## Where a silicon-centred radical gives and takes an electron

To shift the ionisation energy of a radical fragment with a polar group or a nearby surface charge, one must decide which atom to act on. The Fukui function answers this. To first order, a small change of the electrostatic potential at an atom alters the energy of electron removal in proportion to that atom's share of the removed electron. The same holds for attachment and the share of the added electron. In the radical studied here, a fragment of the kind that matters for silicon–carbon film precursors, a simple weighted count of atoms, fitted to the computed values, sums up these shares.

Hirshfeld-condensed Fukui functions of the neutral doublet radical SiH3–CHF–SiH2 in the gas phase, calculated with PySCF 2.14.0 at the r2SCAN/6-311G(d,p) level on a GFN2-xTB geometry. Fukui minus refers to vertical electron removal and fukui plus to vertical attachment, with both ions as singlets.

| row | fukui minus (e) | computed element | fukui plus (e) |
| --- | --- | --- | --- |
| 1 | 0.053 | F | 0.032 |
| 2 | 0.052 | C | 0.023 |
| 3 | 0.478 | Si | 0.550 |
| 4 | 0.092 | Si | 0.097 |
| 5 | 0.040 | H | 0.031 |
| 6 | 0.080 | H | 0.078 |
| 7 | 0.088 | H | 0.081 |
| 8 | 0.028 | H | 0.026 |
| 9 | 0.060 | H | 0.055 |
| 10 | 0.029 | H | 0.026 |

The column "fukui minus" gives the part of one electron that each atom loses on removal, and "fukui plus" the part that it gains on attachment. Both come from density-functional calculations with the nuclei held fixed. Row 3 is the silicon of the SiH2 group, which has only three bonds and carries the unpaired electron. Row 4 is the silicon of the SiH3 group, with the usual four.

### One orbital serves both processes

The radical silicon supplies 0.478 of the removed electron and receives 0.550 of the added one. Each value is more than five times that of any other atom. The reason lies in the singly occupied orbital. The three bonds of this silicon form a shallow pyramid, so the orbital is expected to be mainly a lobe on the open side. Removal empties that orbital and attachment fills it, and both resulting ions were calculated as closed-shell singlets. The two columns therefore resemble each other, and the same atom is the main donor and the main acceptor.

The closed-shell parent molecule, with a hydrogen in place of the unpaired electron, would behave differently. There an electron leaves a filled orbital but enters a different, empty one. The two functions can then have different shapes, and no single atom needs to lead in both. The rule below relies on the unpaired electron and shouldn't be carried over to such a molecule.

Why does the radical silicon not account for the whole electron? The orbital spreads somewhat onto its neighbours, and the remaining electrons rearrange when the total number changes. In addition, the Hirshfeld scheme divides the density at each point among all atoms whose free-atom densities reach that point. A broad silicon lobe thus leaves part of its charge on the atoms around it.

### A rule of shares

The shares of all atoms must add up to one electron. Give half to the atom with the unpaired electron, and divide the other half among the remaining atoms. Each hydrogen on the radical silicon counts twice, as does the second silicon, and every other atom counts once. These weights are fitted, but they have plausible causes. The doubled hydrogens are bonded to the silicon that carries the lobe, and the second silicon is a large, easily polarised atom.

Take first the hydrogen of row 6, which is bonded to the radical silicon. Three atoms count twice and six count once, which makes 3 × 2 + 6 × 1 = 12 shares. One share is 0.5/12 = 0.042 e, so this hydrogen should have 2 × 0.5/12 = 0.083 e. The calculation gives 0.080 for removal and 0.078 for attachment.

The hydrogen of row 10 belongs to the distant SiH3 group and counts once. The rule gives it 0.042 e, whereas the calculated values are 0.029 and 0.026. The estimate is too large by roughly half, yet it still marks this atom as a minor site. Both worked rows were in view when the weights were chosen, so they illustrate the rule and don't test it independently.

### How far the rule can be trusted

Over the nine atoms other than the radical silicon, the typical (root-mean-square) miss is 0.011 e for removal and 0.013 e for attachment. Dividing the second half equally among these atoms roughly doubles the miss, to 0.023 and 0.028 e. The double weights therefore describe a real pattern in this molecule. For the radical silicon itself, one half is 0.022 e too high on removal and 0.050 e too low on attachment. The output printed after the text lists the misses atom by atom.

In relative terms the small values are much less certain. The worst case is the carbon atom on attachment, where the rule gives 1.8 times the calculated value. Carbon is bonded directly to the radical silicon and still fits better with a single weight than with a double one. That choice is empirical, and it shows that closeness to the radical centre alone doesn't fix an atom's share.

The sum over a group can be more reliable than its single atoms, but it isn't always so. The SiH3 group should hold 5/24 = 0.208 e, and the calculation gives 0.209 and 0.204. This agreement comes from cancellation: the rule gives too little to the silicon and to the hydrogen of row 9, and too much to the other two hydrogens. The CHF group in the middle fares worse: the rule gives it 0.125 e, against 0.145 for removal and 0.086 for attachment. Group sums suit a question such as which end of the fragment exchanges charge, but not a fine comparison.

### A hydrogen that breaks the pattern

The three hydrogens of the SiH3 group have the same bonding partner, but they don't have equal shares. Row 9 has about twice the value of rows 8 and 10 in both columns, and a rule that only counts atoms can't see this. The geometry suggests a cause. The bond from carbon to the SiH3 silicon lies opposite the expected radical lobe, and the bond from that silicon to the hydrogen of row 9 continues the same zigzag.

Such an arrangement lets the unpaired electron spread through the bonds, an effect known as hyperconjugation. It probably favours this hydrogen and may also raise the share of the second silicon. Twisting the SiH2 group about its bond to carbon and repeating the calculation would test the idea. Until then, the double weight of the second silicon should be taken as a property of this conformer.

### Why atomic charge misleads

One tempting shortcut sends an added electron to the most positive atom. Here that is the SiH3 silicon, with a Hirshfeld charge of +0.31 e against +0.24 e on the radical silicon. Yet it receives only 0.097 of the added electron. The charge sums up all electrons of the neutral radical, whereas the Fukui function follows the change caused by one. The unpaired electron is the better guide.

The attachment column needs more caution than the removal column. The highest occupied level of the anion is positive, although the total energies give a bound extra electron. Semilocal functionals often show this because of self-interaction error, and the basis has no diffuse functions to describe a loosely held electron. The radical silicon's larger share on attachment may therefore change with a better basis, which is one reason to keep the simple value of one half for both processes. The removal column isn't free of self-interaction error either, since this error can spread an unpaired electron too widely.

For a similar localised silicon radical, the mechanism supports starting at the atom with the unpaired electron. The half and the double weights are only first guesses there, since they come from one molecule in one shape. In precursor chemistry such an estimate shows where the fragment exchanges charge. How fast it reacts or sticks to a surface also depends on barriers and on the surface itself.

Printed output of the fit:

```
Share rule, values in e:
  row     rule  rule less removal value  rule less attachment value
    1  0.04167                 -0.01133                    0.009667
    2  0.04167                 -0.01033                     0.01867
    3      0.5                    0.022                       -0.05
    4  0.08333                -0.008667                    -0.01367
    5  0.04167                 0.001667                     0.01067
    6  0.08333                 0.003333                    0.005333
    7  0.08333                -0.004667                    0.002333
    8  0.04167                  0.01367                     0.01567
    9  0.04167                 -0.01833                    -0.01333
   10  0.04167                  0.01267                     0.01567
One share (e): 0.04167
Share rule, rms miss off the centre, removal (e): 0.01069
Share rule, rms miss off the centre, attachment (e): 0.01267
Equal split, rms miss off the centre, removal (e): 0.02291
Equal split, rms miss off the centre, attachment (e): 0.02756
Share rule, largest miss off the centre, removal (e): 0.01833
Share rule, largest miss off the centre, attachment (e): 0.01867
Largest ratio of rule to computed value, removal: 1.488
Smallest ratio of rule to computed value, removal: 0.6944
Largest ratio of rule to computed value, attachment: 1.812
Smallest ratio of rule to computed value, attachment: 0.7576
SiH2 group, rule (e): 0.6667
SiH2 group, removal (e): 0.646
SiH2 group, attachment (e): 0.709
CHF group, rule (e): 0.125
CHF group, removal (e): 0.145
CHF group, attachment (e): 0.086
SiH3 group, rule (e): 0.2083
SiH3 group, removal (e): 0.209
SiH3 group, attachment (e): 0.204
H9 over mean of H8 and H10, removal: 2.105
H9 over mean of H8 and H10, attachment: 2.115
Hirshfeld charge of the SiH2 silicon (e): 0.238
Hirshfeld charge of the SiH3 silicon (e): 0.308
Radical silicon, attachment less removal (e): 0.072
```
